# Zak phase of an inversion-symmetric chain from parity eigenvalues

## Premises and conventions

**P1.** Electrons of charge $-e$ ($e>0$) move independently in a chain periodic along $x$ with lattice constant $a$; $G=2\pi/a$. There is no spin–orbit coupling, so each spin direction is treated alone.

**P2.** The chain is an insulator: the $N$ occupied bands of one spin are separated from the empty bands by a gap at every $k$. Occupied bands may touch one another.

**P3.** The Hamiltonian commutes with inversion $\hat I$, $(\hat I\psi)(\mathbf r)=\psi(-\mathbf r)$, and the origin is an inversion centre. $\hat I$ is unitary, independent of $k$, and $\hat I^2=1$.

**P4.** $\psi_{nk}=e^{ikx}u_{nk}$, $n=1,\dots,N$, is an orthonormal basis of the occupied space at $k$, with $u_{nk}$ lattice-periodic and inner products taken over one cell. The basis is smooth in $k$ and in the periodic gauge, $\psi_{n,k+G}=\psi_{nk}$, that is $u_{n,k+G}=e^{-iGx}u_{nk}$.

**P5.** As in the theory of King-Smith and Vanderbilt (1993), the electronic polarisation is the dipole per length of charges $-e$ placed at the Wannier centres, $P_{\rm el}=-(e/a)\sum_n\bar x_n$. In one dimension it has the unit of charge.

The Zak phase of the occupied set is defined by

$$\phi=\int_{-\pi/a}^{\pi/a}A(k)\,dk,\qquad A(k)=i\sum_{n=1}^N\langle u_{nk}|\partial_k u_{nk}\rangle .\tag{1}$$

$A$ is real, because $\partial_k\langle u|u\rangle=0$ makes $\langle u|\partial_k u\rangle$ imaginary.

A basis obeying P4 exists. By P2 the projector on the occupied space is smooth in $k$, so a basis can be parallel-transported from $-\pi/a$ to $\pi/a$. It returns rotated by a unitary matrix $e^{i\Lambda}$ with $\Lambda$ Hermitian, and right multiplication by $\exp[-i\Lambda(k+\pi/a)/G]$ removes the mismatch. The basis functions need not be energy eigenstates.

## (a) Relation of $\phi$ to the Wannier centres

Define $w_n=\frac{a}{2\pi}\int_{-\pi/a}^{\pi/a}\psi_{nk}\,dk$. The product rule gives

$$x\,e^{ikx}u_{nk}=-i\partial_k\!\left(e^{ikx}u_{nk}\right)+e^{ikx}\,i\partial_k u_{nk}.$$

The first term integrates to $-i(\psi_{n,\pi/a}-\psi_{n,-\pi/a})$, which vanishes in the periodic gauge. Hence $x\,w_n=\frac{a}{2\pi}\int e^{ikx}\,i\partial_ku_{nk}\,dk$. For a lattice-periodic $g$, splitting space into cells gives $\int e^{i(k-k')x}g\,d\mathbf r=\frac{2\pi}{a}\delta(k-k')\int_{\rm cell}g\,d\mathbf r$ for $k,k'$ in one zone. With $g=u_{nk'}^*u_{nk}$ this yields $\langle w_n|w_n\rangle=1$, and with $g=u_{nk'}^*\,i\partial_ku_{nk}$ it yields $\bar x_n=\frac{a}{2\pi}\int i\langle u_{nk}|\partial_ku_{nk}\rangle\,dk$. Summing over $n$,

$$\sum_n\bar x_n=\frac{a\,\phi}{2\pi},\qquad P_{\rm el}=-\frac{e\,\phi}{2\pi}\quad\text{per spin}.\tag{2}$$

## (b) Gauge and origin

*Gauge.* Let $u'_{nk}=\sum_m u_{mk}U_{mn}(k)$ with $U$ unitary, smooth and of period $G$. Then $A'=A+i\,{\rm tr}(U^\dagger\partial_kU)$. Jacobi's formula, $\partial_k\det U=\det U\,{\rm tr}(U^{-1}\partial_kU)$, turns the last term into $i\,\partial_k\ln\det U$. Since $\det U$ has modulus one and is periodic, its phase changes by $2\pi$ times an integer across the zone. Thus $\phi$ is fixed modulo $2\pi$, $\sum_n\bar x_n$ modulo $a$, $P_{\rm el}$ modulo $e$, and $e^{i\phi}$ is gauge invariant.

*Origin.* With the origin moved to $x_0$, $u'=e^{-ik(x-x_0)}\psi=e^{ikx_0}u$, so $A'=A-Nx_0$ and

$$\phi'=\phi-2\pi N x_0/a .\tag{3}$$

A statement about the value of $\phi$ therefore needs a stated origin.

## (c) The sewing matrix

$\hat I\psi_{nk}=e^{-ikx}u_{nk}(-\mathbf r)$ is a Bloch function of wave vector $-k$ whose periodic part is $\hat Iu_{nk}$. Because $\hat I$ commutes with the Hamiltonian, it maps energy eigenstates at $k$ to eigenstates of the same energy at $-k$, and by P2 the occupied space at $k$ onto the occupied space at $-k$. Therefore

$$\hat I u_{nk}=\sum_m u_{m,-k}B_{mn}(k),\qquad B_{mn}(k)=\langle u_{m,-k}|\hat I|u_{nk}\rangle=\langle\psi_{m,-k}|\hat I|\psi_{nk}\rangle .\tag{4}$$

The two forms agree because the factors $e^{-ikx}$ of bra and ket cancel. $B$ is unitary, since it connects two orthonormal bases of one space ($\hat I$ preserves the cell inner product of periodic functions). It is smooth by P4, so $\det B(k)=e^{i\beta(k)}$ with $\beta$ real and smooth.

## (d) Inversion relates $A(k)$ to $A(-k)$

$\hat I$ is unitary and independent of $k$, so $\langle u_{nk}|\partial_ku_{nk}\rangle=\langle\hat Iu_{nk}|\partial_k\hat Iu_{nk}\rangle$. Inserting (4) and differentiating the product,

$$A(k)=i\sum_{n,m,l}B^*_{mn}B_{ln}\langle u_{m,-k}|\partial_ku_{l,-k}\rangle+i\sum_{n,m}B^*_{mn}\,\partial_kB_{mn}.$$

In the first sum unitarity gives $\sum_nB_{ln}B^*_{mn}=\delta_{lm}$, and the chain rule gives $\partial_ku_{m,-k}=-\left.\partial_qu_{mq}\right|_{q=-k}$; the sum equals $-A(-k)$. The second sum is $i\,{\rm tr}(B^\dagger\partial_kB)=i\,\partial_k\ln\det B=-\partial_k\beta$ by Jacobi's formula. Hence

$$A(k)+A(-k)=-\partial_k\beta(k).\tag{5}$$

Folding the negative half of the zone in (1) onto the positive half,

$$\phi=\int_0^{\pi/a}[A(k)+A(-k)]\,dk=\beta(0)-\beta(\pi/a),\qquad e^{i\phi}=\frac{\det B(0)}{\det B(\pi/a)} .\tag{6}$$

## (e) The end points and the result

At $k=0$, $B_{mn}=\langle\psi_{m0}|\hat I|\psi_{n0}\rangle$ is the matrix of $\hat I$ within the occupied space at $k=0$. At $k=\pi/a$ the periodic gauge gives $\psi_{m,-\pi/a}=\psi_{m,\pi/a}$, so $B(\pi/a)$ is the matrix of $\hat I$ within the occupied space at the zone boundary. In both cases the space is invariant under $\hat I$ and $\hat I^2=1$, so $B^2=1$ and the eigenvalues are $\xi=\pm1$. Since $\hat I$ commutes with the Hamiltonian, the eigenvectors can be chosen as energy eigenstates, and the $\xi_n$ are the parities of the occupied Bloch functions $\psi$. The determinant is the product of the eigenvalues in any basis, and $1/\xi=\xi$. Equation (6) becomes

$$\boxed{\,e^{i\phi}=\prod_{n=1}^{N}\xi_n(0)\,\xi_n(\pi/a)\,}\tag{7}$$

With (2):

- product $+1$: $\phi=0$ modulo $2\pi$, $\sum_n\bar x_n=0$ modulo $a$, $P_{\rm el}=0$ modulo $e$;
- product $-1$: $\phi=\pi$ modulo $2\pi$, $\sum_n\bar x_n=a/2$ modulo $a$, $P_{\rm el}=e/2$ modulo $e$,

each per spin, where $-e/2$ and $+e/2$ are the same class. That only these two values occur follows already from $\phi=-\phi$ modulo $2\pi$; equation (7) adds which one, from states at two wave vectors. The quantisation for a single band is due to Zak (1989).

Two remarks fix the meaning of (7).

1. *Only the sum is quantised.* For $N>1$ two Wannier functions may be inversion images of each other, with centres $\pm\bar x$ and $\bar x$ arbitrary. Such a pair adds nothing to the sum.
2. *The second centre.* The chain is also symmetric under $x\to a-x$. Since $\psi_k(a-x)=e^{ika}\psi_k(-x)$, parities about $x=a/2$ are $\xi'_n(0)=\xi_n(0)$ and $\xi'_n(\pi/a)=-\xi_n(\pi/a)$. Then $e^{i\phi'}=(-1)^Ne^{i\phi}$, as (3) requires for $x_0=a/2$.

## (f) SSH model: parities

The model of Su, Schrieffer and Heeger (1979) keeps one $p_z$ orbital and one $\pi$ electron per CH unit of trans-polyacetylene; $z$ is normal to the molecular plane. The cell holds two sites, A and B. Alternate sites are displaced along the chain by $\pm u$, so projected bond lengths are $a/2\mp2u$ and hopping integrals $t_0\pm2\alpha u$, with $\alpha$ the electron–lattice coupling. The displacements leave every bond midpoint in place, and each midpoint is an inversion centre. The origin is the midpoint of one AB bond and is kept for both dimerisations: $x_A=-d/2$, $x_B=+d/2$. The matrix element is $-v$ on this bond and $-w$ on the bond from A in cell $R$ to B in cell $R-1$, with $v,w>0$. Dimerisation I has the short bond at the origin ($v>w$), dimerisation II the long one ($v<w$). The orbitals are orthonormal and the position operator is diagonal in them.

With Bloch sums carrying the phases $e^{ik(Ra+x_{A,B})}$, the coefficient vector $(c_A,c_B)$ represents $u_k$, and $H_{AA}=H_{BB}=0$,

$$H_{AB}(k)=-v\,e^{ikd}-w\,e^{ik(d-a)}=-|h|\,e^{i(kd-\theta)},$$

where $v+we^{ika}=|h|e^{i\theta}$ and $|h|^2=v^2+w^2+2vw\cos ka$. The energies are $\pm|h|$, the gap lies at $k=\pi/a$ and equals $2|v-w|=8\alpha u$, and at half filling the lower band is full ($N=1$). Its eigenvalue equation reads $c_A=e^{i(kd-\theta)}c_B$, solved by

$$c_A=\frac{e^{ikd/2}}{\sqrt2},\qquad c_B=\frac{e^{-ikd/2}\,e^{i\theta}}{\sqrt2}.\tag{8}$$

The amplitudes of $\psi_k$ on the sites of cell $R$ are then $(1,e^{i\theta})\,e^{ikRa}/\sqrt2$, periodic in $k$ as P4 demands.

Inversion sends site A of cell $R$ to site B of cell $-R$ and multiplies the orbital by $\eta=-1$, since $p_z$ is odd. At $k=0$ and $\pi/a$, $e^{ikRa}=e^{-ikRa}$, so $\hat I$ acts as $\eta\sigma_x$ on $(1,e^{i\theta})$, and $e^{i\theta}$ is the sign of $v+w$ and of $v-w$ respectively. Thus $\xi(0)=\eta$, $\xi(\pi/a)=\eta\,{\rm sgn}(v-w)$, and since $\eta^2=1$,

$$e^{i\phi}={\rm sgn}(v-w).\tag{9}$$

Dimerisation I has $\phi=0$ and dimerisation II has $\phi=\pi$, modulo $2\pi$.

## (g) SSH model: direct integration

From (8), $A=i(c_A^*\partial_kc_A+c_B^*\partial_kc_B)=-\tfrac12\left[\tfrac d2+\left(-\tfrac d2+\partial_k\theta\right)\right]=-\tfrac12\partial_k\theta$, with

$$\partial_k\theta={\rm Im}\,\frac{iawe^{ika}}{v+we^{ika}}=\frac{aw(w+v\cos ka)}{|h|^2}=\frac a2+\frac{a(w^2-v^2)}{2|h|^2}.\tag{10}$$

As $k$ crosses the zone, $v+we^{ika}$ runs once anticlockwise round a circle of radius $w$ about $v$. The circle encloses zero only if $w>v$, so $\theta$ changes by $2\pi\nu$ with $\nu=0$ (I) or $\nu=1$ (II), and

$$\phi=-\pi\nu,\qquad\bar x=-\nu a/2,\qquad P_{\rm el}=+\nu e/2\ \text{ per spin}.$$

This agrees with (9). The sewing matrix is the number $B=\eta\,[c_A^*(-k)c_B(k)+c_B^*(-k)c_A(k)]=\eta e^{i\theta(k)}$, because $\theta(-k)=-\theta(k)$, and (5) holds in the form $A(k)+A(-k)=-\partial_k\theta$. The point $-a/2$ is the midpoint between A at $-d/2$ and B at $d/2-a$, so in both dimerisations the Wannier centre sits on the short bond. The limits confirm this: $w=0$ gives the bonding orbital of A and B in cell 0, while $v=0$ gives $e^{i\theta}=e^{ika}$ and the bonding orbital of A in cell 0 with B in cell $-1$.

*Both spins and the cores.* Summing the two spins gives $P_{\rm el}=\nu e$. The cores, of charge $+e$ at $\mp d/2$, carry no dipole in this cell, and assigning one core to the next cell changes the total by $e$. The total polarisation is thus zero modulo $e$ in both dimerisations, which are one structure shifted by half a period, and by remark 2 of part (e) the labels 0 and $\pi$ are exchanged when the origin moves to the neighbouring bond. The origin-independent content is the difference of $e/2$ per spin at a common inversion centre. A domain wall between I and II binds, in each spin channel, the change of $P_{\rm el}$ across it modulo $e$, an excess of $\pm\tfrac12$ electron in the lowest cases. Equal signs in the two channels give charge $\mp e$ and spin 0; opposite signs give charge 0 and spin $\tfrac12$.

## (h) Range of validity

- **Gap.** P2 is essential. At $v=w$ the states at $\pi/a$ are degenerate, with opposite parities, and $\phi$ is undefined. While inversion is kept, $\phi$ can change only by a closing of the gap that exchanges parities between occupied and empty states at $k=0$ or $\pi/a$.
- **Origin.** Away from an inversion centre $\phi$ is shifted according to (3) and is in general not a multiple of $\pi$.
- **Symmetric refinements.** Longer-range hopping, orbital overlap and off-diagonal position matrix elements respect P3 and leave (7) unchanged. The proof uses only an operation of square one that reverses $x$, so a mirror or twofold axis normal to the chain serves equally.
- **Spin–orbit coupling.** The product then runs over all occupied spinor states. With time reversal, Kramers partners at $k=0$ and $\pi/a$ share their parity, the product is $+1$, and only $P_{\rm el}=0$ modulo $e$ for both spins together remains.
- **Three dimensions.** Inversion maps the string at transverse wave vector $\mathbf k_\perp$ to that at $-\mathbf k_\perp$, so (7) applies only to strings mapped onto themselves. If $\phi(\mathbf k_\perp)$ has a continuous periodic branch, $\phi(\mathbf k_\perp)+\phi(-\mathbf k_\perp)$ is a constant multiple of $2\pi$, and the average over $\mathbf k_\perp$ equals the value at $\mathbf k_\perp=0$.
- **Interactions.** Equation (7) holds for Hartree–Fock or Kohn–Sham bands whose self-consistent operator commutes with $\hat I$ in each spin channel. Electron repulsion then changes gaps and bandwidths but not the two allowed values.
- **Broken inversion.** Let $H_{AA}=+\Delta$, $H_{BB}=-\Delta$ (the Rice–Mele model). With $\varepsilon=\sqrt{\Delta^2+|h|^2}$, the phases in (8) are unchanged and the weights become $|c_A|^2=\frac12(1-\Delta/\varepsilon)$ and $|c_B|^2=\frac12(1+\Delta/\varepsilon)$. The real amplitudes contribute $\frac i2\partial_k(|c_A|^2+|c_B|^2)=0$, so $A=-\frac12\partial_k\theta+\frac{\Delta}{2\varepsilon}(d-\partial_k\theta)$. To first order $\varepsilon\to|h|$. Write $|h|^2=(v+w)^2[1-\mu\sin^2(ka/2)]$ with $\mu=4vw/(v+w)^2$, $1-\mu=(v-w)^2/(v+w)^2$. The zone integrals are $\int a\,dk/|h|=4\mathsf K/(v+w)$ and $\int a\,dk/|h|^3=4\mathsf E/[(v+w)^3(1-\mu)]$, with $\mathsf K,\mathsf E$ the complete elliptic integrals of parameter $\mu$. The last form of (10) then gives

$$\delta\phi=\Delta\left[\left(\frac{2d}{a}-1\right)\frac{\mathsf K(\mu)}{v+w}+\frac{\mathsf E(\mu)}{v-w}\right],\tag{11}$$

with relative corrections of order $\Delta^2/(v-w)^2$. Quantisation is lost at first order in $\Delta$. A spin-density-wave mean field has $\Delta$ of opposite sign for the two spins, so each $\phi$ shifts while their sum does not.

## (i) Numerical illustration

Inputs, typical of trans-polyacetylene and approximate: $a=2.44$ Å, $t_0=2.5$ eV, $u=0.03$ Å, $\alpha=6.0$ eV/Å. The coupling is chosen so that the model's gap has the size typical of the polymer; the gap below is therefore a fitted quantity. Then $a/2=1.22$ Å, $2u=0.06$ Å, $2\alpha u=0.36$ eV. The occupied band runs from $-5.00$ eV at $k=0$ to $-0.72$ eV at $\pi/a$, and the gap is $1.44$ eV. From (10), $A(0)=-aw/[2(v+w)]$ and $A(\pi/a)=aw/[2(v-w)]$ in the gauge (8), and $\theta(\pi/2a)=\arctan(w/v)$.

| | I | II |
|---|---|---|
| $d$ (Å) | 1.16 | 1.28 |
| $v$, $w$ (eV) | 2.86, 2.14 | 2.14, 2.86 |
| $\xi(0)$, $\xi(\pi/a)$ | $-1$, $-1$ | $-1$, $+1$ |
| $A(0)$ (Å) | $-0.522$ | $-0.698$ |
| $A(\pi/a)$ (Å) | $+3.63$ | $-4.85$ |
| $\theta(\pi/2a)$ (rad) | 0.642 | 0.928 |
| $\phi$ | 0 | $-\pi$ |
| $\bar x$ (Å) | 0 | $-1.22$ |
| $P_{\rm el}$ per spin | 0 | $+e/2$ |

*Test on a mesh.* Since $\langle u_k|u_{k+\delta}\rangle=1-i\delta A+O(\delta^2)$, the phase on a mesh of spacing $\delta$ is $-{\rm Im}\ln W$ with $W=\prod_j\langle u_{k_j}|u_{k_{j+1}}\rangle$, the loop being closed with $u_{G}=e^{-iGx}u_0$. From (8) each overlap is $e^{i\Delta\theta_j/2}\cos[(d\,\delta-\Delta\theta_j)/2]$, with $\Delta\theta_j$ the step in $\theta$. For $ka=0,\pi/2,\pi,3\pi/2$ one has $d\,\delta=0.747$ (I) and $0.824$ (II). The cosines are $0.9986$, $0.7683$, $0.7683$, $0.9986$ in both cases, and the phases multiply to $e^{i\pi\nu}$. Hence $W=+0.589$ (I) and $W=-0.589$ (II): four points placed symmetrically about $k=0$ already give the exact phase.

*Origin on atom A.* With $x_0=-d/2$, (3) gives $\phi'=\pi d/a=+1.49$ rad (I) and $-\pi+\pi d/a=-1.49$ rad (II), that is centres at $+0.58$ Å and $-0.58$ Å from A. Neither phase is a multiple of $\pi$.

*Broken inversion.* For I, $\mu=0.97926$, $\mathsf K=3.34$, $\mathsf E=1.029$, and the bracket in (11) is $-0.033+1.43=1.40$ rad/eV. An illustrative $\Delta=0.05$ eV gives $\delta\phi=0.070$ rad, a shift of the centre by $0.027$ Å towards the lower-lying site B, and $\delta P_{\rm el}=-0.011\,e$ per spin. For II the three signs are reversed.

*Result.* In the model, at a common bond-centred origin, the $\pi$ Wannier centre moves by $a/2=1.22$ Å between the dimerisations. Per spin this is a dipole of $1.22\ e$Å $=5.86$ D per cell and a polarisation difference of $e/2=8.01\times10^{-20}$ C, which depends on $t_0$, $\alpha$ and $u$ only through the sign of $v-w$. Both spins together give one full quantum $e$, so neither dimerisation of the model is polar.